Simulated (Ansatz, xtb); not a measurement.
# C4H6BNS: which of two isomers lies lower

Structure a: `Bc1sccc1N`, a singlet. Structure b: `Bc1cscc1N`, a singlet. Both are isolated molecules in the gas phase, relaxed with B3LYP/def2-SVP; the shapes shown needn't be the lowest conformers.

a (Å):

```yaml
atoms:
  - { symbol: C, position_ang: [-2.1202, -1.2504, -0.6968] }
  - { symbol: C, position_ang: [-0.3757, -2.1839, 0.8524] }
  - { symbol: C, position_ang: [-0.4272, -0.8115, 0.9149] }
  - { symbol: C, position_ang: [-1.4129, -0.2633, 0.0340] }
  - { symbol: B, position_ang: [-3.2380, -1.0787, -1.6809] }
  - { symbol: N, position_ang: [-1.6146, 1.0782, -0.1023] }
  - { symbol: S, position_ang: [-1.4985, -2.8466, -0.2581] }
  - { symbol: H, position_ang: [-3.6536, 0.0328, -1.9365] }
  - { symbol: H, position_ang: [-3.7507, -2.0230, -2.2314] }
  - { symbol: H, position_ang: [0.2913, -2.8316, 1.4224] }
  - { symbol: H, position_ang: [0.2168, -0.2085, 1.5576] }
  - { symbol: H, position_ang: [-1.2623, 1.7081, 0.6050] }
  - { symbol: H, position_ang: [-2.4139, 1.3917, -0.6386] }
```

b (Å):

```yaml
atoms:
  - { symbol: C, position_ang: [-1.3683, -1.0699, -0.6774] }
  - { symbol: C, position_ang: [-0.1834, -1.7433, -0.3838] }
  - { symbol: C, position_ang: [-1.1192, -0.6572, 1.6361] }
  - { symbol: C, position_ang: [-1.9096, -0.4429, 0.5260] }
  - { symbol: B, position_ang: [-1.9432, -1.0167, -2.0854] }
  - { symbol: N, position_ang: [-3.1122, 0.2359, 0.5250] }
  - { symbol: S, position_ang: [0.2747, -1.6274, 1.2539] }
  - { symbol: H, position_ang: [-1.3914, -1.5984, -2.9882] }
  - { symbol: H, position_ang: [-2.9480, -0.3896, -2.3390] }
  - { symbol: H, position_ang: [0.4344, -2.2971, -1.0904] }
  - { symbol: H, position_ang: [-1.2849, -0.3164, 2.6565] }
  - { symbol: H, position_ang: [-3.2721, 0.8907, 1.2804] }
  - { symbol: H, position_ang: [-3.4337, 0.5637, -0.3782] }
```

Quicker runs give these differences E(b) − E(a): GFN2-xTB +0.224 eV; HF/STO-3G +0.371 eV (at GFN2-xTB geometries); r2SCAN-D4/def2-SVP +0.380 eV (at GFN2-xTB geometries).

Estimate E(b) − E(a) at the level CCSD(T)/def2-SVP + ΔMP2/def2-TZVPP.

Calculated at CCSD(T)/def2-SVP + ΔMP2/def2-TZVPP: E(b) − E(a) = +0.258 eV, so structure a lies lower.

How the difference moves with the method:

```csv
level,geometry,E(b) − E(a) (eV),departure from the last row (eV),"job, with rough time for the two"
GFN2-xTB,GFN2-xTB,+0.224,−0.034,"optimisation, 0.23 s"
HF/STO-3G,GFN2-xTB,+0.371,+0.113,"single point, 0.66 s"
r2SCAN-D4/def2-SVP,GFN2-xTB,+0.380,+0.122,"single point, 4.5 s"
B3LYP/def2-SVP,B3LYP/def2-SVP,+0.334,+0.076,"optimisation, 79 s"
HF/def2-SVP,B3LYP/def2-SVP,+0.287,+0.029,part of the CCSD(T) run
MP2/def2-SVP,B3LYP/def2-SVP,+0.289,+0.032,part of the CCSD(T) run
CCSD(T)/def2-SVP,B3LYP/def2-SVP,+0.288,+0.030,single point
CCSD(T)/def2-SVP + ΔMP2/def2-TZVPP,B3LYP/def2-SVP,+0.258,,"single point, 64 s"
```

As drawn, both hold the same kinds of bond in the same numbers.

None of the levels shown reverses the order. The largest departure from CCSD(T)/def2-SVP + ΔMP2/def2-TZVPP is that of r2SCAN-D4/def2-SVP, 0.122 eV. The last row adds to CCSD(T) the change of the MP2 difference between the two basis sets, here −0.030 eV.

With thermal terms from frequencies at re-optimised GFN2-xTB minima (ideal gas, soft modes damped towards free rotors, one conformer each, 298.15 K, 1 atm): the zero-point term adds −0.005 eV; ΔH is +0.254 and ΔG +0.250 eV.

The correlated steps freeze 11 core orbitals. Programs: Ansatz 0.2.0, xtb 6.7.1; the last row on 2 threads of Intel(R) Xeon(R) Platinum 8375C CPU @ 2.90GHz (Ice Lake) on a shared host.

Isomer a is favoured mainly because of where the donor and acceptor sit on the thiophene ring. Its amino and boryl groups are at the two ends of a formal C=C bond, so the nitrogen lone pair can delocalise through that bond into the empty boron p orbital, as in a vinylogous aminoborane. In b they flank the formal C–C single bond, and this direct push-pull resonance is lost. The geometries agree: both the C–N and C–B bonds are shorter in a, and its substituted C=C bond is longer than the unsubstituted one. Both isomers have a similar N–H···H–B contact, which therefore probably contributes little to the preference.

HF, MP2 and CCSD(T) nearly coincide in the same basis, so correlation largely cancels between the isomers, as expected for a delocalisation effect already present at the mean-field level. The gas-phase preference need not carry over to condensed phases, where the unhindered boryl groups could form B–N adducts or hydride-bridged dimers.
